Dear colleague,

The Fermi level of 5.4 meV in my last note on InAs$_{0.4}$Sb$_{0.6}$ is wrong, and so is the line of algebra behind it. Here are the model, the faulty attempt and the repair.

\textbf{Model.} I use Kane's model (1957) without remote bands, for an unstrained crystal at $T=0$. The energy zero is the top of the valence band, $E'=E-\hbar^2k^2/2m_0$, and $P$ (in eV\,\AA) is defined by $E_P=2m_0P^2/\hbar^2$. The heavy hole decouples. With real phases, the conduction, light-hole and split-off states form the block
\begin{equation}
H'=\begin{pmatrix} E_g & \sqrt{2/3}\,Pk & \sqrt{1/3}\,Pk\\ \sqrt{2/3}\,Pk & 0 & 0\\ \sqrt{1/3}\,Pk & 0 & -\Delta\end{pmatrix},
\label{eq:H}
\end{equation}
which occurs twice, so every root is twofold degenerate. Its secular equation is
\begin{equation}
E'(E'-E_g)=P^2k^2\,w,\qquad w=\frac{E'+2\Delta/3}{E'+\Delta}.
\label{eq:cubic}
\end{equation}
If $\Delta\gg E_g$ and $\Delta\gg Pk$, the two upper roots have $|E'|\ll\Delta$, so $w\to 2/3$ and
\begin{equation}
E'=\frac{E_g}{2}\pm\frac12\sqrt{E_g^2+\tfrac83P^2k^2}.
\label{eq:large}
\end{equation}
If $|E'|\gg\Delta$, then $w\to1$ and
\begin{equation}
E'=\frac{E_g}{2}\pm\frac12\sqrt{E_g^2+4P^2k^2}.
\label{eq:small}
\end{equation}
For $\Delta\ll E_g$ the upper sign of (\ref{eq:small}) holds at all $k$, since $E'\ge E_g$; the lower sign holds only once that branch lies much more than $\Delta$ below the valence edge. Now measure the energy from the conduction edge, $\varepsilon=E'-E_g$. Both limits read
\begin{equation}
\varepsilon\left(1+\frac{\varepsilon}{E_g}\right)=\frac{\hbar^2k^2}{2m^*}\equiv\gamma,\qquad
\frac{m_0}{m^*}=\frac{2E_P}{3E_g}\ \ \text{or}\ \ \frac{E_P}{E_g},
\label{eq:np}
\end{equation}
and $\varepsilon$ is the true kinetic energy as long as $\hbar^2k^2/2m_0\ll\varepsilon$, which near the edge means $m^*\ll m_0$.

\textbf{Inputs.} I take a typical low-temperature gap $E_g\approx0.10$ eV, and $\Delta\approx0.64$ eV from linear interpolation between approximate values of 0.39 eV (InAs) and 0.81 eV (InSb). With $\Delta/E_g=6.4$, Eq.~(\ref{eq:large}) is the limit to use. I chose $E_P=18$ eV so that the edge mass lands near the typical $0.008\,m_0$; this effective value absorbs the remote bands. It gives $P=8.28$ eV\,\AA, $m_0/m^*=120$ and $m^*=0.0083\,m_0$. As an illustrative density take $n=10^{17}$ cm$^{-3}$, so $k_F=(3\pi^2n)^{1/3}=0.01436$ \AA$^{-1}$ and $\gamma_F=94.3$ meV.

\textbf{The wrong attempt (do not use).} I wanted the familiar parabola plus a $k^4$ term. Write the upper root of (\ref{eq:large}) as
\begin{equation}
\varepsilon=\frac{E_g}{2}\left(\sqrt{1+u}-1\right),\qquad u=\frac{8P^2k^2}{3E_g^2}=4x,\qquad x=\frac{\gamma}{E_g}.
\label{eq:root}
\end{equation}
This is still correct. I then told myself that nonparabolicity is a correction and set
\begin{equation}
\sqrt{1+u}\approx1+\frac u2-\frac{u^2}{8}\qquad\text{(wrong at this }k_F\text{)},
\label{eq:slip}
\end{equation}
which gives $\varepsilon^{(2)}=\gamma(1-x)$. With $x=0.943$,
\begin{equation}
\varepsilon_F^{(2)}=94.3-88.9=5.4\ \text{meV}\qquad\text{(wrong)}.
\label{eq:wrong}
\end{equation}

\textbf{The symptom.} A correction that removes 88.9 of 94.3 meV should have stopped me. The clearer sign is the mass you would extract from cyclotron resonance or the plasma edge. For an isotropic band, in the classical limit of small Landau spacing, it is the momentum mass $m(k)=\hbar^2k/(d\varepsilon/dk)$ at $k_F$. The truncated band gives
\begin{equation}
m^{(2)}=\frac{m^*}{1-2x}=-0.0094\,m_0\qquad\text{(wrong)}.
\label{eq:negmass}
\end{equation}
The truncated band has a maximum of $E_g/4=25$ meV at $x=1/2$, which $k_F$ reaches at $n=3.9\times10^{16}$ cm$^{-3}$, and falls beyond it. The same formula gives 16.2 meV at $10^{16}$ cm$^{-3}$, so ten times more electrons would lower the Fermi level. The unexpanded root cannot do this. Its slope
\begin{equation}
\frac{d\varepsilon}{dk}=\frac{\tfrac43P^2k}{\sqrt{E_g^2+\tfrac83P^2k^2}}
\label{eq:slope}
\end{equation}
is positive for all $k>0$ and rises towards $\sqrt{2/3}\,P$, a limiting velocity of $1.03\times10^6$ m/s. The band straightens into a cone; it never bends over.

\textbf{The faulty line.} It is Eq.~(\ref{eq:slip}). The binomial series of $\sqrt{1+u}$ diverges for $|u|>1$, and here $u=3.77$, because $Pk_F=119$ meV exceeds the gap. I had checked $E_g\ll\Delta$, $Pk_F/\Delta=0.19$ and $m^*\ll m_0$. These justify (\ref{eq:large}) and (\ref{eq:np}), but none of them bounds $Pk/E_g$. More terms do not help. The series is
\begin{equation}
\frac{\varepsilon}{E_g}=x-x^2+2x^3-5x^4+\dots,
\label{eq:series}
\end{equation}
the ratio of successive terms tends to $-4x$, and the partial sums at $k_F$ are 94, 5, 173 and $-222$ meV. The radius of convergence has a physical origin. At $u=-1$ the two roots of (\ref{eq:large}) meet at midgap, $E'=E_g/2$, with imaginary wave vector $k=\pm ik_c$, where
\begin{equation}
Pk_c=\sqrt{3/8}\,E_g,\qquad k_c=0.0074\ \text{\AA}^{-1}.
\label{eq:kc}
\end{equation}
This is the branch point of the evanescent band that joins the electron and light-hole edges across the gap, and no power series in $k$ about $k=0$ converges beyond $k_c$. The Fermi wave vector passes $k_c$ at $n=1.4\times10^{16}$ cm$^{-3}$. In the limit (\ref{eq:small}) the bound is $Pk_c=E_g/2$; in both cases it is $x=1/4$.

\textbf{The mended calculation.} No expansion is needed, because (\ref{eq:np}) is a quadratic. With $\sqrt{1+u}=2.184$,
\begin{equation}
\varepsilon_F=\frac{E_g}{2}\left(\sqrt{1+u}-1\right)=59.2\ \text{meV}.
\label{eq:right}
\end{equation}
Differentiating (\ref{eq:np}) gives $(1+2\varepsilon/E_g)\,d\varepsilon/dk=\hbar^2k/m^*$, hence
\begin{equation}
m(k_F)=m^*\left(1+\frac{2\varepsilon_F}{E_g}\right)=m^*\sqrt{1+u}=0.0182\,m_0 .
\label{eq:mass}
\end{equation}

\textbf{Size of the error.} The reference is the exact two-band root with the same inputs. Energies are in meV and masses in $m_0$; the digits serve to compare the formulas and overstate how well the inputs are known.
\begin{center}
\begin{tabular}{cccccccc}
\hline
$n$ (cm$^{-3}$) & $x$ & $\gamma_F$ & $\varepsilon_F^{(2)}$ & $\varepsilon_F$ & error & $m^{(2)}$ & $m$\\
\hline
$10^{15}$ & 0.044 & 4.38 & 4.18 & 4.20 & $-0.4\%$ & 0.0091 & 0.0090\\
$10^{16}$ & 0.203 & 20.3 & 16.2 & 17.3 & $-6.5\%$ & 0.0140 & 0.0112\\
$10^{17}$ & 0.943 & 94.3 & 5.4 & 59.2 & $-91\%$ & $-0.0094$ & 0.0182\\
\hline
\end{tabular}
\end{center}
At $10^{17}$ cm$^{-3}$ the slip costs 54 meV, about half the gap, and the sign of the mass. Stopping at the parabola is also an expansion of the root, and it overshoots by 59\%; the second term made matters worse. For small $x$ the relative error of $\varepsilon^{(2)}$ is $-2x^2$ to leading order. The mass, being a derivative, degrades sooner: at $10^{16}$ cm$^{-3}$, still inside the radius of convergence, $m^{(2)}$ is 25\% too large. A fit of masses against density with $m^*/(1-2x)$ would therefore bias whatever edge mass or gap you extract.

\textbf{What the two-band limit itself neglects.} For $E'>0$ the weight $w$ lies between $2/3$ and 1, so the conduction root of (\ref{eq:cubic}) lies between the limits (\ref{eq:large}) and (\ref{eq:small}), here 59.2 and 79.0 meV above the edge. Diagonalising (\ref{eq:H}) at $k_F$ gives $w=0.73$ and $E'-E_g=63.5$ meV. The free-electron term adds 0.8 meV, for a total of 64.3 meV. The two-band value is thus low by 5.1 meV, or 8\%, a tenth of the slip. Part of this is a shift of the edge mass at fixed $E_P$, since (\ref{eq:cubic}) with the free term gives
\begin{equation}
\frac{m_0}{m^*}=1+\frac{E_P}{3}\left(\frac{2}{E_g}+\frac{1}{E_g+\Delta}\right)=129,
\label{eq:edge}
\end{equation}
or $0.0077\,m_0$. The composition dependence of $\Delta$ is uncertain, but it matters little: an assumed strong bowing down to 0.35 eV moves 63.5 to 65.9 meV. At $10^{16}$ cm$^{-3}$ the balance is different. There the finite-$\Delta$ and free-electron terms together add 1.3 meV, which rivals the 1.1 meV lost by the truncation, so at low density mending the expansion gains little unless you also solve the cubic. Temperature, exchange and impurity tails are outside all of these numbers.

For your analysis, compute $x=\hbar^2k_F^2/(2m^*E_g)$ first. The $k^4$ form is usable only for $x\ll1/4$; otherwise keep the root, or the cubic when a few meV matter. At $10^{17}$ cm$^{-3}$ the two-band model gives $\varepsilon_F\approx59$ meV and a Fermi-level mass near $0.018\,m_0$, and the cubic raises the energy to about 64 meV. These are the model's numbers, resting on an approximate gap and on an $E_P$ chosen to reproduce the typical edge mass of the alloy.